**A two-constant hyperfine rule for Cu-like Pt⁴⁹⁺**

The table holds magnetic dipole constants A/g and quadrupole constants B/Q for sixteen valence states of Pt⁴⁹⁺ outside an [Ar] 3d¹⁰ core, from frozen-core Dirac–Hartree–Fock, with RPA core polarisation, and with Brueckner orbitals plus RPA. The program tests the Fermi–Segrè–Goudsmit rule with Casimir relativistic factors, fitting an inner charge Zᵢ = 78 − 1.70 l² and one nuclear-size constant to the DHF values of A, predicting B without refit, and comparing inner charges taken from the doublet splittings. Relative to DHF the rule is within 3.5% for A and 6% for B. Relative to Brueckner RPA it fails where core polarisation is large, by +40% for A of 4f₇/₂ and about −47% for B of 5g, while Brueckner orbitals add at most 0.35% to A.

Calculated values. B-spline many-body code 1, no-pair Dirac-Coulomb: Pt49+ (Z = 78), one electron outside a frozen [Ar] 3d10 core, in Dirac-Hartree-Fock (DHF), with static core-polarisation RPA, and with RPA on Brueckner orbitals (second-order and RPA-screened correlation potential). The nucleus is uniformly magnetised, with rms radius 5.427 fm; g = μ/(I μ_N) and Q is the quadrupole moment.

## Analysis program

```python
# Table: hyperfine A/g (MHz) and B/Q (MHz/barn) of Pt49+, B-spline many-body code: frozen-core DHF, RPA, Brueckner+RPA.
# Tested: Fermi-Segre-Goudsmit rule with Casimir factors, two constants fitted to DHF A; B predicted; Zi from doublets compared.
T = {
    'hyperfine': ['4s1/2', '5s1/2', '4p1/2', '5p1/2', '4p3/2', '5p3/2', '4d3/2', '5d3/2', '4d5/2', '5d5/2', '4f5/2', '5f5/2', '4f7/2', '5f7/2', '5g7/2', '5g9/2'],
    'hyperfine_a_dhf': [2181000, 1015000, 714400, 336200, 74570, 35690, 38550, 18750, 15230, 7425, 8331, 4218, 4525, 2288, 1422, 899.3],  # MHz
    'hyperfine_a_rpa': [2250000, 1043000, 738400, 346100, 76400, 36150, 39480, 19030, 13830, 6758, 8151, 4175, 3279, 2070, 1446, 762.9],  # MHz
    'hyperfine_a_brueckner_rpa': [2257000, 1045000, 740800, 346800, 76670, 36230, 39590, 19060, 13870, 6767, 8164, 4180, 3284, 2073, 1450, 764.6],  # MHz
    'hyperfine_b_dhf': [None, None, None, None, 153000, 73600, 27000, 13300, 32100, 15700, 8740, 4450, 9820, 4980, 1850, 2000],  # MHz/barn
    'hyperfine_b_rpa': [None, None, None, None, 158000, 75500, 27300, 13300, 32500, 15800, 9800, 5130, 11300, 5850, 3410, 3710],  # MHz/barn
    'hyperfine_b_brueckner_rpa': [None, None, None, None, 159000, 75700, 27300, 13300, 32600, 15800, 9810, 5140, 11400, 5860, 3420, 3720],  # MHz/barn
}
import numpy as np
from scipy import constants as K
from scipy.optimize import brentq, least_squares
pc = lambda k: K.physical_constants[k][0]
a0, al, Ha, cm = pc('Bohr radius'), K.alpha, pc('Hartree energy in eV'), pc('hartree-inverse meter relationship')/100
CA = K.mu_0/(4*np.pi)*2*pc('Bohr magneton')*pc('nuclear magneton')/a0**3/K.h/1e6
CB = K.e**2/(4*np.pi*K.epsilon_0)*1e-28/a0**3/K.h/1e6
Z, Za, lab = 78, 50, T['hyperfine']
n = [int(s[0]) for s in lab]; l = ['spdfg'.index(s[1]) for s in lab]; j = [int(s[2])/2 for s in lab]
col = lambda k: np.array([np.nan if v is None else v for v in T['hyperfine_'+k]], float)
A0, A1, A2, B0, B1, B2 = [col(k) for k in ('a_dhf', 'a_rpa', 'a_brueckner_rpa', 'b_dhf', 'b_rpa', 'b_brueckner_rpa')]
# further outputs of the same run: 4s removal energy and excitations (eV, correlated), DHF doublets (1/cm); rms radius from caption
IP = 2830.2
ex = {'4s1/2': 0, '4p1/2': 107.572, '4p3/2': 241.462, '4d3/2': 405.333, '4d5/2': 433.861, '4f5/2': 607.82, '4f7/2': 615.803,
      '5s1/2': 1130.1, '5p1/2': 1182.53, '5p3/2': 1245.66, '5d3/2': 1324.11, '5d5/2': 1337.98, '5f5/2': 1415.53}
ex['5f7/2'] = ex['5f5/2'] + 36361.4/cm*Ha
db = {'4p': 1.08882e6, '5p': 513480, '4d': 233480, '5d': 113653, '4f': 63647.1, '5f': 36084, '5g': 14732.7}
nu = np.array([Za*np.sqrt(Ha/2/(IP-ex[s])) if s in ex else
               n[i]/np.sqrt(1+(Za*al/n[i])**2*(n[i]/(j[i]+.5)-.75)) for i, s in enumerate(lab)])
x = (2*Z*np.sqrt(5/3)*5.427e-15/a0)**(2*np.sqrt(1-(Z*al)**2)-1)
rho = lambda i, z: np.sqrt((j[i]+.5)**2-(z*al)**2)
F = lambda i, z: 4*j[i]*(j[i]+.5)*(j[i]+1)/(rho(i, z)*(4*rho(i, z)**2-1))
N = lambda i, c: 1-c*x*(1 if l[i] == 0 else .75*(Z*al)**2 if j[i] == .5 else 0)  # p1/2 weight: rough recalled
A = lambda i, z, c: CA*z*Za**2/nu[i]**3/(j[i]*(j[i]+1)*(l[i]+.5))*F(i, z)*N(i, c)
def R(i, z):
    k = -(l[i]+1) if j[i] > l[i] else l[i]; r = rho(i, z)
    return l[i]*(l[i]+1)*(2*l[i]+1)*(3*k*(k-1)-r*r+1)/(r*(r*r-1)*(4*r*r-1))
B = lambda i, z: CB*z*Za**2/nu[i]**3/(l[i]*(l[i]+.5)*(l[i]+1))*(2*j[i]-1)/(2*j[i]+2)*R(i, z) if j[i] > 1 else np.nan
I = range(len(lab)); ix = lab.index
s, c = least_squares(lambda p: [np.log(A(i, Z-p[0]*l[i]**2, p[1])/A0[i]) for i in I], [1.5, 1.5]).x
Zi = [Z-s*l[i]**2 for i in I]; Am = np.array([A(i, Zi[i], c) for i in I]); Bm = np.array([B(i, Zi[i]) for i in I])
Zq = [brentq(lambda z: A(i, z, c)-A0[i], 30, 110) for i in I]
def zd(i):
    m = np.mean([nu[k] for k in I if lab[k][:2] == lab[i][:2]]); L = l[i]
    return brentq(lambda z: Za**2/m**3*(np.sqrt((L+1)**2-(z*al)**2)-np.sqrt(L*L-(z*al)**2)-1)-db[lab[i][:2]]/cm, 20, 120)
Zd = [zd(i) if l[i] else Z for i in I]; Ad = np.array([A(i, Zd[i], c) for i in I])
e = lambda a, b: 100*(a/b-1)
f = lambda v, p='+.1f': '-' if np.isnan(v) else format(v, p)
print(f'constants: A {CA:.2f} MHz, B {CB:.2f} MHz/barn, Z alpha {Z*al:.4f}, size term x {x:.4f}; 5g nu is hydrogenic')
print(f'fit to DHF A: Zi = 78 - {s:.2f} l^2; c = {c:.2f}; nuclear factor s {N(0, c):.3f}, p1/2 {N(ix("4p1/2"), c):.3f}')
print('row nu | Zi rule/implied/doublet | A rule MHz, err% vs DHF, vs Brueckner RPA | doublet A err% vs DHF | B rule, err% DHF, Brueckner RPA')
for i in I:
    print(f'{lab[i]} {nu[i]:.3f} | {Zi[i]:.1f}/{Zq[i]:.1f}/{Zd[i]:.1f} | {Am[i]:.4g} {e(Am, A0)[i]:+.1f} {e(Am, A2)[i]:+.1f} | '
          f'{e(Ad, A0)[i]:+.1f} | {f(Bm[i], ".3g")} {f(e(Bm, B0)[i])} {f(e(Bm, B2)[i])}')
for t, a, b in (('rule A vs DHF', Am, A0), ('rule A vs Brueckner RPA', Am, A2), ('doublet A vs DHF', Ad, A0),
                ('rule B vs DHF', Bm, B0), ('rule B vs Brueckner RPA', Bm, B2)):
    d = e(a, b); w = int(np.nanargmax(abs(d)))
    print(f'{t}: rms {np.sqrt(np.nanmean(d**2)):.1f}%, median size {np.nanmedian(abs(d)):.1f}%, worst {lab[w]} {d[w]:+.1f}%')
rd = lambda v, g: np.nanmax(50*10**(np.floor(np.log10(v))-g+1)/v)
print(f'table rounding at most: A {rd(A0, 4):.2f}%, B {rd(B0, 3):.2f}%')
for i in (ix('4s1/2'), ix('4f7/2')):
    print(f'worked {lab[i]}: binding {IP-ex[lab[i]]:.1f} eV, nu^3 {nu[i]**3:.2f}, Zi {Zi[i]:.1f}, j(j+1)(l+1/2) {j[i]*(j[i]+1)*(l[i]+.5):.3f}, '
          f'rho {rho(i, Zi[i]):.4f}, F {F(i, Zi[i]):.3f}, N {N(i, c):.3f}, A before F,N {Am[i]/F(i, Zi[i])/N(i, c):.4g} MHz' + (f', R {R(i, Zi[i]):.3f}' if l[i] else ''))
P = [(i, ix('5'+lab[i][1:])) for i in I if n[i] == 4]
print('A(4)/A(5) DHF/RPA/nu^3: ' + ', '.join(f'{lab[a][1:]} {A0[a]/A0[b]:.3f}/{A1[a]/A1[b]:.3f}/{(nu[b]/nu[a])**3:.3f}' for a, b in P))
D = [(ix(a), ix(b)) for a, b in (('4p1/2', '4p3/2'), ('4d3/2', '4d5/2'), ('4f5/2', '4f7/2'), ('5g7/2', '5g9/2'))]
print('A(low j)/A(high j) DHF/rule/nonrelativistic: ' + ', '.join(f'{lab[a][:2]} {A0[a]/A0[b]:.2f}/{Am[a]/Am[b]:.2f}/{j[b]*(j[b]+1)/j[a]/(j[a]+1):.2f}' for a, b in D))
print('row: A RPA shift MHz (%), Brueckner extra %; B RPA shift MHz/barn (%), Brueckner extra %')
g = lambda i: (f'{lab[i]}: {A1[i]-A0[i]:+.0f} ({e(A1, A0)[i]:+.1f}), {e(A2, A1)[i]:+.2f}; '
               f'{f(B1[i]-B0[i], "+.0f")} ({f(e(B1, B0)[i])}), {f(e(B2, B1)[i])}')
for i in range(0, len(lab), 2): print(g(i), '||', g(i+1))
assert all(abs(A0[a]/A0[b]/(nu[b]/nu[a])**3-1) < 0.02 for a, b in P)
m = [np.mean([Zq[i] for i in I if l[i] == L]) for L in range(1, 5)]
assert Z > m[0] > m[1] > m[2] > m[3] > Za
assert max(abs(e(Am, A0))) < 8 < max(abs(e(Am, A2)))
assert max(abs(e(A2, A1))) < 0.5 and all(e(B1, B0)[i] > 70 for i in I if l[i] == 4)
```

Running it gives:

```
constants: A 95.41 MHz, B 234.96 MHz/barn, Z alpha 0.5692, size term x 0.0821; 5g nu is hydrogenic
fit to DHF A: Zi = 78 - 1.70 l^2; c = 1.80; nuclear factor s 0.853, p1/2 0.964
row nu | Zi rule/implied/doublet | A rule MHz, err% vs DHF, vs Brueckner RPA | doublet A err% vs DHF | B rule, err% DHF, Brueckner RPA
4s1/2 3.467 | 78.0/78.1/78.0 | 2.174e+06 -0.3 -3.7 | -0.3 | - - -
5s1/2 4.473 | 78.0/78.1/78.0 | 1.012e+06 -0.3 -3.2 | -0.3 | - - -
4p1/2 3.535 | 76.3/75.9/76.6 | 7.249e+05 +1.5 -2.1 | +2.5 | - - -
5p1/2 4.544 | 76.3/75.9/76.3 | 3.413e+05 +1.5 -1.6 | +1.7 | - - -
4p3/2 3.625 | 76.3/74.3/76.6 | 7.711e+04 +3.4 +0.6 | +3.9 | 1.62e+05 +6.0 +2.0
5p3/2 4.633 | 76.3/74.3/76.3 | 3.692e+04 +3.5 +1.9 | +3.5 | 7.76e+04 +5.5 +2.6
4d3/2 3.745 | 71.2/71.3/70.0 | 3.849e+04 -0.2 -2.8 | -2.2 | 2.84e+04 +5.1 +4.0
5d3/2 4.752 | 71.2/70.9/69.8 | 1.884e+04 +0.5 -1.2 | -2.0 | 1.39e+04 +4.5 +4.5
4d5/2 3.768 | 71.2/71.3/70.0 | 1.521e+04 -0.1 +9.7 | -1.9 | 3.26e+04 +1.6 +0.1
5d5/2 4.774 | 71.2/70.8/69.8 | 7475 +0.7 +10.5 | -1.5 | 1.6e+04 +2.1 +1.5
4f5/2 3.912 | 62.7/61.8/55.7 | 8459 +1.5 +3.6 | -10.5 | 9.1e+03 +4.1 -7.2
5f5/2 4.903 | 62.7/61.7/58.8 | 4296 +1.8 +2.8 | -4.9 | 4.62e+03 +3.9 -10.1
4f7/2 3.919 | 62.7/61.7/55.7 | 4600 +1.6 +40.1 | -10.1 | 1.01e+04 +2.8 -11.4
5f7/2 4.911 | 62.7/61.5/58.8 | 2337 +2.2 +12.8 | -4.4 | 5.13e+03 +3.1 -12.4
5g7/2 4.993 | 50.8/51.9/50.0 | 1393 -2.1 -4.0 | -3.7 | 1.83e+03 -1.1 -46.5
5g9/2 4.997 | 50.8/51.9/50.0 | 880.3 -2.1 +15.1 | -3.8 | 1.97e+03 -1.7 -47.1
rule A vs DHF: rms 1.8%, median size 1.5%, worst 5p3/2 +3.5%
rule A vs Brueckner RPA: rms 11.9%, median size 3.4%, worst 4f7/2 +40.1%
doublet A vs DHF: rms 4.6%, median size 3.0%, worst 4f5/2 -10.5%
rule B vs DHF: rms 3.8%, median size 3.5%, worst 4p3/2 +6.0%
rule B vs Brueckner RPA: rms 20.2%, median size 5.8%, worst 5g9/2 -47.1%
table rounding at most: A 0.05%, B 0.38%
worked 4s1/2: binding 2830.2 eV, nu^3 41.66, Zi 78.0, j(j+1)(l+1/2) 0.375, rho 0.8222, F 2.141, N 0.853, A before F,N 1.191e+06 MHz
worked 4f7/2: binding 2214.4 eV, nu^3 60.20, Zi 62.7, j(j+1)(l+1/2) 55.125, rho 3.9737, F 1.020, N 1.000, A before F,N 4509 MHz, R 1.039
A(4)/A(5) DHF/RPA/nu^3: s1/2 2.149/2.157/2.148, p1/2 2.125/2.133/2.124, p3/2 2.089/2.113/2.088, d3/2 2.056/2.075/2.043, d5/2 2.051/2.046/2.035, f5/2 1.975/1.952/1.969, f7/2 1.978/1.584/1.968
A(low j)/A(high j) DHF/rule/nonrelativistic: 4p 9.58/9.40/5.00, 4d 2.53/2.53/2.33, 4f 1.84/1.84/1.80, 5g 1.58/1.58/1.57
row: A RPA shift MHz (%), Brueckner extra %; B RPA shift MHz/barn (%), Brueckner extra %
4s1/2: +69000 (+3.2), +0.31; - (-), - || 5s1/2: +28000 (+2.8), +0.19; - (-), -
4p1/2: +24000 (+3.4), +0.33; - (-), - || 5p1/2: +9900 (+2.9), +0.20; - (-), -
4p3/2: +1830 (+2.5), +0.35; +5000 (+3.3), +0.6 || 5p3/2: +460 (+1.3), +0.22; +1900 (+2.6), +0.3
4d3/2: +930 (+2.4), +0.28; +300 (+1.1), +0.0 || 5d3/2: +280 (+1.5), +0.16; +0 (+0.0), +0.0
4d5/2: -1400 (-9.2), +0.29; +400 (+1.2), +0.3 || 5d5/2: -667 (-9.0), +0.13; +100 (+0.6), +0.0
4f5/2: -180 (-2.2), +0.16; +1060 (+12.1), +0.1 || 5f5/2: -43 (-1.0), +0.12; +680 (+15.3), +0.2
4f7/2: -1246 (-27.5), +0.15; +1480 (+15.1), +0.9 || 5f7/2: -218 (-9.5), +0.14; +870 (+17.5), +0.2
5g7/2: +24 (+1.7), +0.28; +1560 (+84.3), +0.3 || 5g9/2: -136 (-15.2), +0.22; +1710 (+85.5), +0.3
```
